Exact exchange tends to favour high spin. Exchange of either kind lowers the energy of electrons with parallel spin, but PBE exchange also imitates some of the correlation that favours paired ones, and exact exchange does not. The gap from the triplet up to the quintet of Cu₂O should therefore shrink steadily as exact exchange replaces PBE exchange.

Spin gap of an isolated, neutral Cu₂O molecule, calculated with Ansatz 0.2.0 using unrestricted PBE with the listed share of its exchange replaced by exact exchange, the def2-TZVP basis and no dispersion correction. The gap is the quintet energy minus the triplet energy, each state at its own fixed r2SCAN-D4/def2-TZVP geometry.

```
exact exchange (%)  spin gap (kJ/mol)
                 0             213.20
                 5             215.30
                10             217.50
                15             219.60
                25             222.10
                35             219.00
                50             195.40
```

The spin gap, which is the quintet energy minus the triplet energy, does the opposite at first. It climbs from 213.2 kJ/mol without exact exchange to 222.1 kJ/mol at 25 %. At 35 % it has turned, and only at 50 % does it lie below its starting value. Both a steady rise and a later fall have to be explained.

Both states are expected to be excited ones. Two Cu⁺ ions and one O²⁻ ion have only filled shells, which points to a singlet ground state, though the singlet is not part of this comparison. The levels of the triplet point the same way at small shares of exact exchange. Up to 10 %, its highest occupied spin-up level lies above its lowest empty spin-down level, which suggests that a state of lower spin lies below. At 35 and 50 % neither state shows such an order. This does not make the triplet the ground state there, because exact exchange moves occupied and empty levels apart in any case. Nor do the levels test for other states of the same spin, and neither state is proven to be the lowest of its own. In the triplet, one electron has left a level made of O 2p and Cu 3d for one that, by orbital counting, is of Cu 4s type. The quintet needs at least one more promoted electron, but its orbitals were not examined here. Each state keeps its own fixed structure along the series, so the curve reflects the electrons and not moving atoms.

**Frozen orbitals.** Suppose first that the orbitals of a state do not change at all. Call the share of exact exchange a, and let D be the exact exchange energy minus the PBE exchange energy, both worked out with the same orbitals. The energy is then E(a) = E(0) + a·D, a straight line. The gap is the difference of two such lines, so it is straight as well, and its slope is D of the quintet minus D of the triplet.

**Orbitals free to adjust.** In a real calculation the orbitals adapt to each new value of a, and they do so only if this lowers the energy. Each state's curve therefore lies below its frozen-orbital line and bends downwards. If both states gain equally from adapting, the two bends cancel and the gap stays straight. If the quintet gains more, the gap bends downwards, and a gap that began by rising can turn round. If the triplet gains more, the gap bends upwards instead.

The rows up to 15 % look like the case of equal gains. A least-squares line through these four rows has a slope of 0.428 kJ/mol per % and meets each of them to within 0.1 kJ/mol. For 25 %, a row that was not used in the fit, it gives 213.2 + 0.428 × 25 = 223.9 kJ/mol. The calculated gap is 1.8 kJ/mol lower than this.

At 35 % the same line is already 9 kJ/mol too high, and at 50 % it is 39 kJ/mol too high. The cancellation thus holds near PBE and is lost as the share grows. A parabola, which assumes that the two energy curves differ in curvature by a constant amount, does not repair this. Fitted to all seven rows, it still misses the 35 % row by 3 kJ/mol and starts out far too steeply, because the real curve is almost straight at first and bends hard later.

The triplet energies of the same calculations, taken without dispersion, show which state is responsible up to 35 %. Adding the gap to them gives the quintet energies. Between 0 and 5 % the triplet rises by 4.87 kJ/mol per % and the quintet by 5.29, so the gap widens. Between 25 and 35 % the triplet still rises by 1.81 kJ/mol per %, but the quintet by only 1.50, so the gap narrows. The turn is this change of order between two slopes that both remain positive.

The way the slopes change singles out the quintet. Up to 15 %, both slopes fall at the same rate, about 0.106 kJ/mol per % for each further per cent of exact exchange. Between 15 and 35 % the rate for the triplet is hardly different, at 0.115, while that for the quintet has grown to 0.171. The triplet responds much as before, while the quintet energy has begun to bend down more strongly.

Why the quintet does so is a matter of interpretation. PBE makes a hole that is spread over several atoms too stable, because an electron partly repels itself in that functional. Exact exchange removes part of this error, so a spread-out hole becomes more costly, and a state with a second hole should pay more. That would explain the early rise of the gap. The quintet could later escape some of the cost by gathering its holes on fewer atoms, or by shifting them between O 2p and Cu 3d, which would explain the turn.

This account of the holes is a plausible guess. A change to a different quintet solution somewhere above 15 % would also pull the quintet energy down, and the energies alone do not separate the two causes. The orbital occupations and spin populations of the quintet at 15, 25 and 35 % would help to decide between them. For the final drop, between 35 and 50 %, no triplet energy was used, but the quintet is still the likely cause. A triplet curve that bends downwards cannot make the gap fall faster, so only a triplet calculation that landed in a higher solution could change this assignment.

It is tempting to read the trend from orbital levels instead. The simplest route from triplet to quintet takes the highest occupied spin-down electron of the triplet and puts it into the lowest empty spin-up level. With pure PBE these levels lie 199 kJ/mol apart, not far from the gap of 213 kJ/mol. At 10 % exact exchange they are 280 kJ/mol apart, while the gap has risen only to 218 kJ/mol. The level difference grows about nineteen times as fast as the gap.

The reason is that the two quantities describe different processes. As exact exchange is mixed in, the occupied level moves towards minus the cost of removing an electron altogether, and the empty level towards the energy of adding an extra one. Their difference then increasingly leaves out the attraction between the promoted electron and the hole it leaves behind. The spin gap comes from two separate total energies, and in the quintet the electron and the hole are present together. Most of the shift seen in the levels therefore never reaches the gap.

For a similar pair of states, the useful questions follow from the two limiting cases. The difference in D at the PBE end sets the direction in which the gap starts. The state whose orbitals gain more from adapting decides which way the gap bends afterwards. A slope measured over the first few per cent answers only the first question.

This matters when a gap is checked by repeating it with a second functional. The rows at 15 and 35 % agree to within 0.6 kJ/mol, which looks like a result that hardly depends on the setting. They agree only because they lie on opposite sides of the maximum. Over the whole table the gap varies by 222.1 − 195.4 = 26.7 kJ/mol, so a value for this molecule should be quoted together with its share of exact exchange.
